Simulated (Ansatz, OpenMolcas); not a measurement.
**BGeNH6 (SMILES B[NH][GeH3]): the vertical ionisation energy, rung by rung**

The species is BGeNH6 (9 atoms), meant as a singlet with charge 0. SMILES: `B[NH][GeH3]`. The coordinates come from a PBE0-D4/def2-TZVP relaxation.

Quantity: the vertical ionisation energy (to the doublet cation), in eV. The values are calculated.

```
                                level                    kind     program  value (eV)
      HF/6-31G* (spherical functions)            Hartree–Fock  OpenMolcas        9.11
     PBE/6-31G* (spherical functions)                     GGA      Ansatz       10.06
  r2SCAN/6-31G* (spherical functions)                meta-GGA  OpenMolcas       10.18
   wB97X/6-31G* (spherical functions)  range-separated hybrid      Ansatz       10.41
 RPA@PBE/6-31G* (spherical functions)                     RPA      Ansatz       10.00
RPA@PBE0/6-31G* (spherical functions)                     RPA      Ansatz       10.09
 BCCD(T)/6-31G* (spherical functions)   coupled cluster or CI      Ansatz       10.13
    CCSD/6-31G* (spherical functions)   coupled cluster or CI      Ansatz       10.09
```

All-electron rows without a relativistic Hamiltonian named are non-relativistic. The values span 9.11 to 10.41 eV. In the correlated wave-function rows the outer d shell of Ge is correlated, in sets not made for it.

Hartree–Fock stands apart at 9.11 eV, while every treatment that includes correlation gives a clearly higher ionisation energy. The neutral molecule has one more electron pair than the cation and so generally more correlation energy; leaving that out makes the electron too easy to remove. The step from CCSD (10.09 eV) to BCCD(T) (10.13 eV) is small, which suggests that neither state has strong multireference character. PBE, r2SCAN and both RPA variants lie close to these values, whereas wB97X is the highest at 10.41 eV.

The electron probably leaves a π orbital with mainly nitrogen lone-pair character. Donation into the empty boron p orbital stabilises this level, while the electropositive germyl group should push it upwards. The total-energy differences alone do not confirm that assignment. Nor does the close match between PBE and coupled cluster establish accuracy against experiment, since the small basis limits the correlated values more than the semilocal ones and a larger set would probably raise them.
